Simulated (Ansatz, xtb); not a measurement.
**Relative energy of two isomers of C6H6ClNSi**

Structure I is `N#C[C@H]1C=C[Si@@H](Cl)C=C1`, a singlet and structure II is `C#C[Si@H](Cl)n1cccc1`, a singlet. Both are isolated molecules in the gas phase, relaxed with PBE0-D3(BJ)/def2-SVP; the shapes shown needn't be the lowest conformers.

I (Å):

```yaml
atoms:
  - { symbol: C, position_ang: [-2.9915, 3.1595, -0.0303] }
  - { symbol: C, position_ang: [-1.8002, 2.3139, 0.1267] }
  - { symbol: C, position_ang: [-2.0420, 1.3022, 1.2229] }
  - { symbol: C, position_ang: [-1.8155, -0.0165, 1.1616] }
  - { symbol: C, position_ang: [-1.0236, 0.5894, -1.5835] }
  - { symbol: C, position_ang: [-1.3338, 1.8439, -1.2317] }
  - { symbol: Cl, position_ang: [-2.5443, -2.2167, -1.0878] }
  - { symbol: N, position_ang: [-3.9270, 3.8289, -0.1522] }
  - { symbol: Si, position_ang: [-1.1836, -0.8145, -0.3858] }
  - { symbol: H, position_ang: [-1.0155, 3.0027, 0.5051] }
  - { symbol: H, position_ang: [-2.4310, 1.7500, 2.1456] }
  - { symbol: H, position_ang: [-2.0337, -0.6082, 2.0575] }
  - { symbol: H, position_ang: [0.0908, -1.5561, -0.1818] }
  - { symbol: H, position_ang: [-0.6864, 0.4225, -2.6124] }
  - { symbol: H, position_ang: [-1.2458, 2.6568, -1.9629] }
```

II (Å):

```yaml
atoms:
  - { symbol: C, position_ang: [-4.7547, 2.6161, -1.2171] }
  - { symbol: C, position_ang: [-3.7290, 2.5865, -0.5645] }
  - { symbol: C, position_ang: [-0.5720, 0.3854, 1.0706] }
  - { symbol: C, position_ang: [-0.0434, -0.7328, 0.4779] }
  - { symbol: C, position_ang: [-0.5833, -0.8070, -0.8408] }
  - { symbol: C, position_ang: [-1.4196, 0.2684, -1.0002] }
  - { symbol: Cl, position_ang: [-0.9928, 4.1016, -0.1780] }
  - { symbol: N, position_ang: [-1.4237, 1.0045, 0.1713] }
  - { symbol: Si, position_ang: [-2.2048, 2.5500, 0.4287] }
  - { symbol: H, position_ang: [-5.6624, 2.6419, -1.7948] }
  - { symbol: H, position_ang: [-2.4541, 2.6960, 1.8794] }
  - { symbol: H, position_ang: [-0.4176, 0.7955, 2.0671] }
  - { symbol: H, position_ang: [0.6505, -1.4318, 0.9411] }
  - { symbol: H, position_ang: [-0.3845, -1.5749, -1.5861] }
  - { symbol: H, position_ang: [-2.0284, 0.5743, -1.8488] }
```

Question: Estimate E(II) − E(I) at the level CCSD(T)/def2-SVP + ΔMP2/def2-TZVPP.

Answer: Too close to call at this level: CCSD(T)/def2-SVP + ΔMP2/def2-TZVPP gives E(II) − E(I) = −0.039 eV.

Level by level:

```csv
level,geometry,E(II) − E(I) (eV),departure from the last row (eV),"job, with rough time for the two"
GFN2-xTB,GFN2-xTB,−1.147,−1.108,"optimisation, 0.18 s"
HF/STO-3G,GFN2-xTB,+0.464,+0.503,"single point, 0.46 s"
r2SCAN-D4/def2-SVP,GFN2-xTB,−0.148,−0.108,"single point, 4.2 s"
PBE0-D3(BJ)/def2-SVP,PBE0-D3(BJ)/def2-SVP,−0.065,−0.026,"optimisation, 87 s"
HF/def2-SVP,PBE0-D3(BJ)/def2-SVP,+0.154,+0.193,part of the CCSD(T) run
MP2/def2-SVP,PBE0-D3(BJ)/def2-SVP,−0.085,−0.045,part of the CCSD(T) run
CCSD(T)/def2-SVP,PBE0-D3(BJ)/def2-SVP,+0.130,+0.169,single point
CCSD(T)/def2-SVP + ΔMP2/def2-TZVPP,PBE0-D3(BJ)/def2-SVP,−0.039,,"single point, 1.9 min"
```

As drawn, II has 1 C≡C, 1 N–Si, 2 C∷N, 3 C∷C in place of 1 C≡N, 3 C–C, 2 C=C, 1 C–Si (∷ is an aromatic bond). Structure I has a 6-membered ring, II a 5-membered ring (with an aromatic ring).

The largest departure from CCSD(T)/def2-SVP + ΔMP2/def2-TZVPP is that of GFN2-xTB, 1.108 eV. A small imaginary or near-zero mode remains, so no thermal terms are given. The last row adds to CCSD(T) the change of the MP2 difference between the two basis sets, here −0.169 eV, a large step that makes the value less sure.

The correlated steps freeze 17 core orbitals. Run with Ansatz 0.2.0, xtb 6.7.1; the last row on 4 threads of Arm Neoverse V2 on a shared host.

The two isomers are nearly isoenergetic because large bonding contributions cancel. II gains the aromatic sextet of pyrrole, to which nitrogen contributes its lone pair, and a strong, polar Si–N bond. I keeps the robust nitrile group, whereas II carries a less stable alkyne. The two C=C bonds in the ring of I are separated by silicon and a saturated carbon, so they provide no comparable aromatic stabilisation.

In the smaller correlated basis, MP2 shifts the balance towards II relative to Hartree–Fock, but CCSD(T) almost entirely reverses that shift. This suggests that MP2 overestimates the correlation advantage of the delocalised π system. The closeness of PBE0 to the final value is therefore not independent evidence of accuracy, since CCSD(T) in the same basis gives the opposite sign. GFN2-xTB's strong preference for II probably reflects an imbalance in its description of such different bond types. Near-degeneracy doesn't imply easy interconversion, which would require extensive reorganisation of the bonding framework.
